An elastic constant is the stress that a crystal builds up per unit of small strain. $C_{11}$ gives the stress along a cube axis when the crystal is stretched along that axis with its sides held fixed, $C_{12}$ the stress along a second axis for the same stretch, and $C_{44}$ the shear stress per unit of shear between two axes. The bulk modulus $K$ measures the resistance to uniform compression. For body-centred cubic tantalum these constants were computed with density-functional theory by straining the relaxed crystal slightly and reading the stress.

Computed values are from Ansatz 0.2.0 for body-centred cubic tantalum at zero temperature: scalar-relativistic DFT with PBEsol, PAW and plane waves to 420 eV, without spin polarization, on a 20×20×20 k mesh with 0.15 eV Fermi-Dirac smearing. The relaxed cell was strained with amplitude 0.005 and the atoms were relaxed under strain. A primitive cell can be turned against the cube axes, which would mix the constants, but here the full computed set has the cubic form, with no coupling between stretch and shear, so the cell's Cartesian axes are the cube axes. The rows were drawn from a pool: of 90 crystals with a measured lattice constant, 2 whose relaxed edge lies over 5 % from it were taken for other phases and got no table, so the agreement shown is better than for the whole pool.

```
row  computed constant (GPa)                        what it is  measured constant (GPa)                                                               label in the paper, method, sample  temperature of the measurement (K)                         source
  1                       74  C44 on the cell's Cartesian axes                      n/a                                                                                              n/a                                 n/a                            n/a
  2                      167  C12 on the cell's Cartesian axes                      n/a                                                                                              n/a                                 n/a                            n/a
  3                      n/a                               n/a                      194                         isothermal K0 from ultrasonic data; ultrasonic measurement; bulk crystal                                 n/a  arXiv:cond-mat/0403080 (2004)
  4                      n/a                               n/a                      194                               experimental value at ambient conditions; not stated; bulk crystal                                 n/a        arXiv:1910.08312 (2019)
  5                      n/a                               n/a                      198  isothermal K0, Vinet fit with V0 fixed; single-crystal XRD compression to 101 GPa; bulk crystal                                 300  arXiv:cond-mat/0403080 (2004)
  6                    206.4               bulk modulus (Hill)                      n/a                                                                                              n/a                                 n/a                            n/a
  7                      285  C11 on the cell's Cartesian axes                      n/a                                                                                              n/a                                 n/a                            n/a
```

The computed constants rise from $C_{44}$ through $C_{12}$ and $K$ to $C_{11}$. Part of this order holds for any stable cubic crystal, and part tells how tantalum is bonded. Two limiting cases separate them.

The first limit is a substance whose energy depends only on its volume, as in a fluid. It resists compression, but a shear at constant volume costs nothing. Then $C_{44}$ is zero, while $C_{11}$, $C_{12}$ and $K$ are all equal. A solid departs from this limit because changing its shape also costs energy, and that cost lifts $C_{11}$ above $C_{12}$.

The place of $K$ follows at once. Under an equal small strain $\varepsilon$ along all three axes, the stress on each face is $(C_{11}+2C_{12})\,\varepsilon$ and the volume changes by the fraction $3\varepsilon$, so

$$K=\frac{C_{11}+2C_{12}}{3}.$$

This is an average in which $C_{12}$ counts twice. The bulk modulus therefore lies between the two constants and closer to $C_{12}$: here 39 GPa above it and 79 GPa below $C_{11}$. That part of the order is geometry.

The second limit is a crystal held together only by pair forces: each acts along the line between two atoms and depends on nothing but their distance. Take a bond with components $x$ and $y$ along two cube axes. Its contribution to $C_{12}$ contains $x^2$ from the stretch and $y^2$ from the resulting stress; its contribution to $C_{44}$ contains $xy$ twice, which is the same product. If every atom sits at a centre of inversion and the crystal is free of stress, as here, the two constants must be equal. This is the Cauchy relation.

Tantalum breaks it clearly: $C_{12}$ is 2.3 times $C_{44}$. The run itself converged without a warning, but a general caution from the data makers' tests on other systems says that metals can be sensitive to the mesh of electron states. Only one mesh is shown here, so the size of that error for tantalum is unknown; $C_{44}$ is exposed to it because shear shifts states near the Fermi level. Even an error of 10 GPa in $C_{44}$ would leave most of the 93 GPa gap, so pair forces alone fail.

Theory offers two reasons. The shared conduction electrons supply an energy that depends on volume, which can lift $C_{12}$ above $C_{44}$, as in the fluid limit. The bonds formed by the d electrons also depend on how several neighbours are arranged together. The constants show the combined result and do not divide it between the two.

The three measured values are all bulk moduli, so they should be compared only with the computed $K$. They were read out of the papers by a program, and a few in a hundred such values may be wrong, though these three lie within 4 GPa of each other. The calculation is too stiff by 8 to 12 GPa, or 4 to 6% of the measured values. A likely reason is that the computed crystal is too small, since atoms pressed closer together resist further compression more strongly.

The size of this effect can be estimated. Let $K'$ be the rise of $K$ per unit of pressure. A small pressure rise $dP=-K\,dV/V$ changes the modulus by $dK=K'\,dP$, which for constant $K'$ gives

$$K(V)=K_0\left(\frac{V_0}{V}\right)^{K'}.$$

The computed volume $V_0$ is 17.70 Å³ per atom; the room-temperature volume is roughly 18 Å³ and $K'$ roughly 3.5, both recalled values. The result is $206.4\times(17.70/18)^{3.5}\approx195$ GPa, inside the measured range of 194 to 198 GPa.

The close agreement should not be over-read. A change of only 0.1 Å³ in the assumed volume moves the estimate by 4 GPa, as much as the whole spread of the measurements. The volume difference also combines thermal expansion, absent from the calculation, with any error of the functional. Spin-orbit coupling and zero-point motion were left out as well, and their effects are untested. The estimate shows that the volume difference is large enough to explain most or all of the excess, not that it is the only cause.

For practical work, repeat the calculation at the measured volume: if $K$ falls to the measured range, the volume explanation gains firm support. The computed $C_{44}$ is probably too low: measured values, recalled only roughly, lie a tenth or more above it, and the small computed volume should raise it, not lower it. Standard density functionals often give too small a $C_{44}$ for tantalum and its relatives vanadium and niobium, even on dense meshes. Before using $C_{44}$ in a stress model, test it with a denser mesh and smaller smearing, and compare even a converged value with a measurement. Keep the direction of shear in that model too, because the other shear constant of the cube, $(C_{11}-C_{12})/2$, is only 59 GPa against 74 GPa for $C_{44}$. The printed analysis below gives these differences and shows how the volume estimate responds to $K'$.

Output of the analysis:

```
Bulk modulus from C11 and C12 by the cubic identity (GPa): 206.3
Bulk modulus less C12 (GPa): 39.4
C11 less bulk modulus (GPa): 78.6
C12 less C44 (GPa): 93
Ratio of C12 to C44: 2.257
C11 less C12 (GPa): 118
Twice C44 (GPa): 148
Second shear constant (C11 less C12) over 2 (GPa): 59
Ratio of C44 to the second shear constant: 1.254
Number of measured bulk moduli: 3
Spread of the measured bulk moduli (GPa): 4
Smallest excess of the computed bulk modulus (GPa): 8.4
Largest excess of the computed bulk modulus (GPa): 12.4
Smallest excess (percent of measured): 4.242
Largest excess (percent of measured): 6.392
Computed cell smaller than the rough measured one by (percent): 1.667
Estimated bulk modulus at the rough measured volume (GPa): 194.6
Estimated softening from the larger volume (GPa): 11.79
Same softening with pressure derivative 3 (GPa): 10.15
Same softening with pressure derivative 4 (GPa): 13.42
Change of the estimate per 0.1 cubic angstrom of volume (GPa): 4.081
```
